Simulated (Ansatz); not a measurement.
# Band topology of Bi with spin–orbit coupling (computed with Ansatz 0.2.0)

Space group R-3m (No. 166), 2 atoms in the cell of the first input below: a = 4.739 Å, b = 4.739 Å, c = 4.739 Å, α = 57.40°, β = 57.40°, γ = 57.40°.

The volume is a measured one, the structure type a prototype's, with its volume kept and shape and atoms relaxed (pressure -1.0 GPa with this functional, without spin–orbit coupling). Functional: PBEsol.

Input:

```yaml
crystal:
  lattice:
    - [2.2759373604, 1.3140130477, 3.9441321989]
    - [-2.2759373604, 1.3140130477, 3.9441321989]
    - [0.0, -2.6280260953, 3.9441321989]
  atoms:
    - { symbol: Bi, position: [0.2351433769, 0.2351433769, 0.2351433769] }
    - { symbol: Bi, position: [0.7648566231, 0.7648566231, 0.7648566231] }
basis:
  ecutwfc: 420
  ecutrho_ratio: 4
kpoints:
  mp_grid: { grid: [6, 6, 6] }
hamiltonian:
  xc: pbesol
scf:
  occupations: { method: gaussian, width: 0.05 }
output:
  forces: true
  stress: true
  eigenvalues: true
  populations: true
  topological_invariants: true
magnetization:
  noncollinear: true
  spin_orbit: true
```

```bash
ansatz run input.yaml --threads 4 --pin off --max-ram 9216MiB --backend cpu --events-out ev --progress --plain --runs-dir out
```

Time: 2.2 min on 4 threads of Intel(R) Xeon(R) Processor @ 2.50GHz (Skylake/Cascade Lake) (shared host), peak memory 1.3 GiB.

Without spin–orbit coupling the gap on a 10×10×10 mesh is 0.00 eV (the bands touch or overlap there). With it, in a separate run (self-consistent on 8×8×8, bands on 14×14×14), the bands overlap in energy by 0.15 eV (an overlap on a mesh is a lower bound, as the extrema may lie between its points). The indices are those of the lowest 30 bands, and their direct separation from the next band is open.

Odd-parity bands among them at the eight time-reversal-invariant momenta (inversion centre at 0.000 0.000 0.000):

```json
{"k": "0.0 0.0 0.0", "odd bands": "12"}
{"k": "0.0 0.0 0.5", "odd bands": "16"}
{"k": "0.0 0.5 0.0", "odd bands": "16"}
{"k": "0.0 0.5 0.5", "odd bands": "16"}
{"k": "0.5 0.0 0.0", "odd bands": "16"}
{"k": "0.5 0.0 0.5", "odd bands": "16"}
{"k": "0.5 0.5 0.0", "odd bands": "16"}
{"k": "0.5 0.5 0.5", "odd bands": "16"}
```

**Question.** What are the Z2 indices by the rule of Fu and Kane?

**Answer.** Each Kramers pair counts once, so δ = (−1)^(odd bands / 2): +, +, +, +, +, +, +, +. The product of all eight gives ν0, the products over the planes k_i = 1/2 the weak indices: (0;000). Summing the odd pairs gives Z4 = 2, a double inversion that Z2 doesn't see. The Wilson-loop planes give (0;000).

**Question.** The cell is scaled in volume by 0.96 and 1.05 with the atoms carried along. Do the indices change?

**Answer.** No.

```json
{"volume ratio": "0.96", "pressure with spin–orbit coupling (GPa)": "2.0", "smallest direct separation sampled (eV)": "0.110", "at k": "0.00 0.00 -0.50", "separation": "open", "Z2": "(0;000)"}
{"volume ratio": "1.00", "pressure with spin–orbit coupling (GPa)": "0.0", "smallest direct separation sampled (eV)": "0.096", "at k": "0.00 0.00 -0.50", "separation": "open", "Z2": "(0;000)"}
{"volume ratio": "1.05", "pressure with spin–orbit coupling (GPa)": "-1.9", "smallest direct separation sampled (eV)": "0.079", "at k": "0.00 0.00 -0.50", "separation": "open", "Z2": "(0;000)"}
```

Caveats: Z2 indices don't see topology that rests on crystal symmetry, and an even number of inversions cancels; atoms feel forces of up to 0.11 eV/Å at volume ratio 1.00; atoms feel forces of up to 0.28 eV/Å at volume ratio 1.05; bands overlap in energy, so the bands counted are not the filled states; the direct separation is only 0.079 eV at k = (0.00, 0.00, -0.50) and volume ratio 1.05, so the functional's gap error may put the bands on the wrong side of an inversion; the k-mesh was not tested.

The trivial Z2 indices don't make bismuth's bands topologically trivial. Γ differs from the other seven invariant momenta by two Kramers pairs of odd parity, which cancel in the Z2 product but leave Z4 = 2. With inversion symmetry and vanishing weak indices, this is the signature of higher-order topology, whose natural boundary states are hinge modes. The overlap in energy leaves the band index defined, but any such modes would coexist with bulk carriers.

The delicate point is L, where the direct separation falls steadily on expansion, probably because weaker overlap between the 6p orbitals shifts the competing states. Bismuth's real gap at L is known to be much smaller than the 0.096 eV found here; the semilocal functional's placement of the L states is a likely cause. An exchange of opposite-parity pairs at the three equivalent L points would make the strong index odd, as in bismuth–antimony alloys. The unchanged indices therefore support robustness to the volume changes sampled, not a firm assignment for real bismuth.
